Squeeze a silicon crystal equally from all sides and its atoms move closer, its bonds shorten and its electrons are confined to less room. What does that do to the band gap, the energy between the highest filled and the lowest empty electron state? The calculations below, made with the density functional PBEsol, keep the diamond structure and change only its size. Two of the cells have their results hidden: the smallest, and one of the expanded cells.

Diamond-structure silicon in four-atom cells, computed with Ansatz 0.2.0 using scalar-relativistic PBEsol without spin polarization, PAW and a plane-wave cutoff of 420 eV. The k mesh is 10×10×8, with Gaussian smearing of 0.02 eV. Both gap columns give Kohn–Sham gaps between states on this mesh.

| volume (Å³/atom) | shortest distance (Å) | band gap (eV) | least direct gap (eV) |
| --- | --- | --- | --- |
| 16.658 | 2.212 | ? | ? |
| 17.744 | 2.259 | 0.220 | 0.331 |
| 18.876 | 2.306 | 0.352 | 0.473 |
| 20.055 | 2.353 | 0.469 | 0.598 |
| 21.283 | 2.400 | 0.571 | 0.707 |
| 22.559 | 2.447 | ? | ? |
| 23.886 | 2.494 | 0.729 | 0.880 |

The cell of 20.055 Å³ per atom is the natural reference, because its computed pressure is almost zero. Its gap of 0.469 eV is well below the measured one, which is roughly 1.1 to 1.2 eV. Functionals of this kind tend to give gaps that are too small. The change of the gap with volume is usually described better than the gap itself, and it is the subject here.

In the known rows the gap shrinks as the crystal is compressed. This contradicts a tempting line of thought: shorter bonds mean stronger bonding, stronger bonding pushes filled and empty states apart, so the gap should widen. That argument treats the two edges of the gap as a matched pair, the bonding and antibonding partners of one another. In silicon they are not partners. The highest filled state lies at the centre of the Brillouin zone, called Γ, while the lowest empty state lies in a valley most of the way towards the zone boundary point X.

The two states differ in how rapidly their waves oscillate in space. Suppose each is built from plane waves, as for nearly free electrons, and let $a$ be the edge of the cubic cell. The natural unit of kinetic energy is then

$$K=\frac{\hbar^2}{2m}\left(\frac{2\pi}{a}\right)^2 .$$

The top of the filled states consists mainly of waves with kinetic energy $3K$, the empty state at X, which here stands in for the nearby valley, mainly of waves with $2K$. The filled state thus has the higher kinetic energy. It still lies lower in total energy, because its charge sits in the bonds, where the attraction is strong.

Compression shortens every wavelength in proportion, so $K$ grows as $V^{-2/3}$, where $V$ is the volume per atom. The filled state, with one more unit of $K$, is pushed up faster than the empty one, and the gap closes. A rough estimate of the size follows without any fit. In the reference cell $a$ is 5.43 Å and $K$ is about 5.1 eV, so the kinetic part of the gap should change by $\tfrac{2}{3}K\approx 3.4$ eV per unit of $\ln V$.

The calculation gives 1.8 eV per unit of $\ln V$ around the reference cell, about half of this estimate. The kinetic argument therefore has the right sign and order of magnitude, but it is not the whole account. A plausible reason for the missing half is that compression also strengthens the attraction in the bonds, which holds the filled state down. The calculation does not split the gap into such parts, so this remains an interpretation.

A forecast also needs the curvature. From the smallest known cells to the largest, the slope falls from 2.13 to 1.37 eV per unit of $\ln V$, more than a third. The kinetic unit weakens too, but only by the factor $(17.744/23.886)^{2/3}=0.82$ over the whole known range. The gap thus bends in the direction that the kinetic picture suggests, and bends more strongly.

The other result column offers a check on this bend, once its name is read with care. The "least direct gap" is not the energy at which silicon absorbs light directly, which is several times larger. The cell used here holds four atoms, twice the smallest possible number, and this doubling places one X point on top of Γ. The column therefore gives the separation between the filled state at Γ and the empty state at X. Both points belong to the set at which the calculation samples the bands, whereas the bottom of the valley falls between sampled points. Since this separation bends in nearly the same way, the curvature is not an accident of the sampling.

The forecast uses the simplest curve that can bend. Let $s$ be the change of all lengths in percent, relative to the reference cell. A quadratic in $s$, with three constants fitted to the five known rows, gives for the band gap in eV

$$E_\mathrm{gap}=0.469+0.0547\,s-0.0019\,s^2 .$$

Close to the reference cell, one percent of length is thus worth about 0.05 eV.

The smallest cell has $s=-6$. The linear term takes away 0.328 eV and the quadratic term another 0.068 eV, which leaves 0.073 eV. The forecast is a gap that is narrow but still open, with an error bar of ±0.010 eV. It lies below the 0.088 eV that would result if the last known step simply repeated itself, so the row tests whether the bend continues.

The cell of 22.559 Å³ per atom lies between known rows and is the safer case. The same curve gives 0.658 eV, with ±0.005 eV, slightly above the midpoint of its two neighbours. For the separation between Γ and X, a quadratic of the same form gives 0.175 ± 0.010 eV in the smallest cell and 0.802 ± 0.005 eV in the other. These bars are judgements about sampling and extrapolation, not statistical limits.

The withheld rows as computed:

| volume (Å³/atom) | shortest distance (Å) | band gap (eV) | least direct gap (eV) |
| --- | --- | --- | --- |
| 16.658 | 2.212 | 0.072 | 0.171 |
| 22.559 | 2.447 | 0.655 | 0.801 |

All four values fall within their ranges. In the smallest cell the gap is indeed open, at 0.072 eV, and the forecast was too high by less than 0.001 eV. The bend therefore continues under stronger compression. A straight line in the kinetic unit $K$, fitted to the same five rows, would have given 0.113 eV, more than half as much again as the computed gap. In the cell of 22.559 Å³ per atom the same line happens to do about as well as the quadratic, but it misses the rows used to fit it by up to 0.015 eV. The kinetic picture gives the right direction, but this line is a poor tool for extrapolation.

The separation between Γ and X in the smallest cell was forecast less well, about 0.004 eV too high. Here the cause can be seen in the steps between rows. From the cell of 21.283 Å³ per atom downwards, each equal reduction in length lowers this separation by 0.109, 0.125, 0.142 and then 0.160 eV. The steps grow by about 0.016 eV at first and by about 0.018 eV at the end, while a quadratic lets them grow by a constant amount. A small third-order term is at work, and it matters most at the end of the range.

The cell between known neighbours holds a different lesson. Its band gap was forecast 0.002 to 0.003 eV too high, a larger miss than in the extrapolated cell, although the curve passes within about 0.0001 eV of every row used to fit it. Such close agreement means little when three constants describe five rows. It shows that the curve can follow those points, not that it knows the next one equally well.

The likely source of this miss is the sampling of the valley. In the three smaller known cells the lowest sampled empty state lies at 0.875 of the way from Γ to X, in the two larger ones at 0.80. The true bottom lies somewhere near these points and shifts as the crystal expands, so each row catches the valley at a slightly different height. A rough estimate puts the resulting error at up to about 0.008 eV, enough to cover the miss. The separation between Γ and X, which avoids this problem, was forecast to within 0.001 eV in the same cell. That supports the explanation, though a single row cannot prove it. If it holds, the still closer hit for the band gap of the smallest cell was partly luck.

In this calculation the change around zero pressure amounts to about −19 meV per GPa. For work on real silicon a measured coefficient is the safer choice. Either value holds only for pressure that is equal in all directions: in a film stretched within its (001) plane, for example, the valleys are no longer all equivalent. The smallest cells also have a limited meaning for real silicon, which turns into a metallic crystal of another structure at somewhat above 10 GPa. The two smallest cells are at about 15 and 26 GPa, and the calculation simply holds them in the diamond form. Because PBEsol starts from too small a gap, the volume at which this curve would reach zero should not be taken as a property of the real material.

The first question to ask of a gap under pressure is which two states form it, since they need not be bonding and antibonding partners. Whether the kinetic argument gives the right sign in another crystal cannot be told from this table. In silicon the computed slope is only about half of the kinetic estimate, and elsewhere the potential may reverse the sign. The fits and all misses are listed in the output after this text.

Numerical output:

```
fit of band_gap on 5 rows: constant 0.469 +/- 6.6e-05, coefficient of strain 0.05471 +/- 1.6e-05, coefficient of strain**2 -0.001896 +/- 4.2e-06; rms 6.45e-05, worst 21.283 -9.51e-05, leave-one-out rms 0.000412
  rows outside the fit (model, value, miss): 16.658 0.07262, 0.072, 0.000622; 22.559 0.6575, 0.655, 0.00252
fit of band_gap on 5 rows: constant 3.067 +/- 0.11, coefficient of ekin -0.5125 +/- 0.021; rms 0.0124, worst 23.886 0.0146, leave-one-out rms 0.0281
  rows outside the fit (model, value, miss): 16.658 0.1126, 0.072, 0.0406; 22.559 0.6533, 0.655, -0.00166
fit of least_direct_gap on 5 rows: constant 0.5978 +/- 0.00041, coefficient of strain 0.05879 +/- 0.0001, coefficient of strain**2 -0.001963 +/- 2.6e-05; rms 0.000404, worst 18.876 -0.000567, leave-one-out rms 0.00255
  rows outside the fit (model, value, miss): 16.658 0.1745, 0.171, 0.00352; 22.559 0.8015, 0.801, 0.000528
error bar of both forecasts for the smallest cell, eV: 0.01
error bar of both forecasts for volume 22.559, eV: 0.005
smallest cell if the last step simply repeats, gap in eV: 0.088
smallest cell from the three nearest known rows with constant change of step, gap in eV: 0.073
midpoint of the neighbours of volume 22.559, gap in eV: 0.65
gap slope per unit of ln V, smallest two known cells, eV: 2.134
gap slope per unit of ln V, around zero pressure, eV: 1.825
gap slope per unit of ln V, largest two known cells, eV: 1.369
kinetic unit at zero pressure, eV: 5.094
slope per unit of ln V from one kinetic unit alone, eV: 3.396
gap change per GPa around zero pressure, meV: -19.29
folded direct gap less band gap, volume 17.744, eV: 0.111
folded direct gap less band gap, volume 23.886, eV: 0.151
rough mesh error of the valley energy, meV: 7.787
```
